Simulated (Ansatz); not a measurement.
# Ligand exchange: C2H5ClSi + C2H6CdO → C2H6OSi + C2H5CdCl

Gas-phase species: C2H5ClSi `C=C[SiH2]Cl`, singlet; C2H6CdO `C[CH2][Cd][OH]`, singlet; C2H6OSi `C=C[SiH2]O`, singlet; C2H5CdCl `C[CH2][Cd][Cl]`, singlet. The partners trade Cl for OH: Si–Cl and Cd–OH bonds give way to Si–OH and Cd–Cl.

Shapes, held fixed at every level: PBE0-D4/def2-TZVP. Flexible molecules stand in one conformer, not always the lowest. Programs: Ansatz 0.2.0. The zero-point and thermal change to 298 K, harmonic and unscaled (PBE0-D4/def2-TZVP), is +1.9 kJ/mol.

**Question.** Estimate ΔH(298 K) of this reaction.

**Answer.** The highest level, CCSD(T)/def2-TZVPP, gives ΔH(298 K) = -108.9 kJ/mol; the levels span -124.1 to -96.4. The column of differences is taken from that level and isn't an error. No measured value is set beside it here. For atoms past krypton def2 sets carry core potentials with scalar relativity. Outer-core shells of Cd are correlated, in sets that cover them unevenly.

```csv
level,kind,ΔH(298 K) (kJ/mol),less CCSD(T)/def2-TZVPP
PBE-D4/def2-TZVPP,GGA,-96.4,+12.5
r2SCAN-D4/def2-TZVPP,meta-GGA,-108.1,+0.8
B3LYP-D4/def2-TZVPP,global hybrid,-109.9,-1.0
BHLYP-D4/def2-TZVPP,global hybrid,-124.1,-15.2
PBE0-D4/def2-TZVPP,global hybrid,-109.3,-0.4
wB97M-V/def2-TZVPP,range-separated hybrid,-112.2,-3.3
CCSD/def2-SVP,coupled cluster or CI,-115.1,-6.2
CCSD(T)/def2-TZVPP,coupled cluster or CI,-108.9,0.0
```

Every level makes the exchange strongly exothermic, with silicon taking hydroxide and cadmium taking chloride. This is the expected hard–soft pairing. Silicon gains much from replacing chlorine with oxygen, because the Si–O bond is short and strongly polar, with some help from oxygen lone-pair donation into σ* orbitals on silicon. Cadmium, larger and softer, gains far less from binding hydroxide instead of chloride. The driving force is therefore the difference between two preferences, not the strength of the Si–O bond alone. It is almost wholly electronic, since the vibrational and thermal term is only +1.9 kJ/mol.

The functionals disagree on the size of the effect, not its sign. PBE gives the least exothermic value and BHLYP the most, probably in part because exact exchange shifts the balance between the polar bonds. Yet r2SCAN, which has none, lies close to PBE0 and B3LYP, so the exchange fraction alone doesn't order the results. The gap between CCSD and CCSD(T) can't be read as the effect of triples, as the basis set changes too.
